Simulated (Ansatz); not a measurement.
# Calibrating HF/def2-TZVPP on molecular compounds of Ga

The vertical ionisation energy (cation less neutral) in eV of 6 molecular compounds of Ga: x at HF/def2-TZVPP, y at CCSD(T)/def2-TZVPP. Shapes, held fixed at every level: PBE0-D4/def2-TZVP. Flexible molecules stand in one conformer, not always the lowest. Programs: Ansatz 0.2.0.

| molecule | x (eV) | y (eV) |
| --- | --- | --- |
| C2H6Cl2GaN (SMILES C[N](C)[Ga]([Cl])[Cl]) | 7.56 | 8.83 |
| C6H15Ga (triethylgallium (TEGa)) | 8.09 | 8.92 |
| GaH2(SH) | 8.88 | 10.02 |
| GaH(SeH)F | 8.97 | 9.95 |
| C2H2ClGa (SMILES C#[C][GaH][Cl]) | 9.50 | ? |
| GaH(CH3)F | 10.19 | 11.01 |

Fit y = c + s·x to the known rows and predict y for C2H2ClGa.


1. Means of the 5 rows: x = 8.7380, y = 9.746.
2. Σ(Δx)² = 3.9899, Σ(Δx·Δy) = 3.5359, so the slope is 3.5359/3.9899 = 0.88621.
3. Intercept: 9.746 − (0.88621) × 8.7380 = 2.002. The largest residual of the fit is 0.25.
4. C2H2ClGa: 2.002 + 0.88621 × 9.50 = 10.42 eV.

CCSD(T)/def2-TZVPP gives 10.99 eV, so the prediction is off by -0.57 eV, more than the largest residual. Uncorrected, HF/def2-TZVPP misses C2H2ClGa by -1.49 eV, and the other rows by 1.01 on average. The line removes about 60 % of this miss. Left out in turn, the other rows are missed by 0.18 eV on average, so the withheld one doesn't follow the line. Cations run unrestricted. Relativity is left out for Ga, Se. Outer-core shells of Ga, Se are correlated, in sets that cover them unevenly.

Hartree–Fock places every ionisation energy too low, as expected when the neutral molecule, with one more electron to correlate, loses more from the neglect of correlation than the cation does. The size of the miss follows the probable character of the hole rather than the ionisation energy itself. It is smallest for triethylgallium and GaH(CH3)F, where the electron probably leaves a Ga–C σ bond, and larger for the amide and the thiol, where a nitrogen or sulfur lone pair is the likely source. The selenol lies between these groups.

In C2H2ClGa the hole probably sits mainly in the C≡C π system, whose compact, mutually perpendicular π pairs are strongly correlated. Removing one of these electrons costs much correlation energy, which would explain the miss of -1.49 eV. No fitted row contains such a bond, so the line corrects for the average miss but not for this extra part. Its slope below one likewise reflects which kinds of hole fall at either end of the range, and shouldn't be read as a general scaling law for gallium compounds.
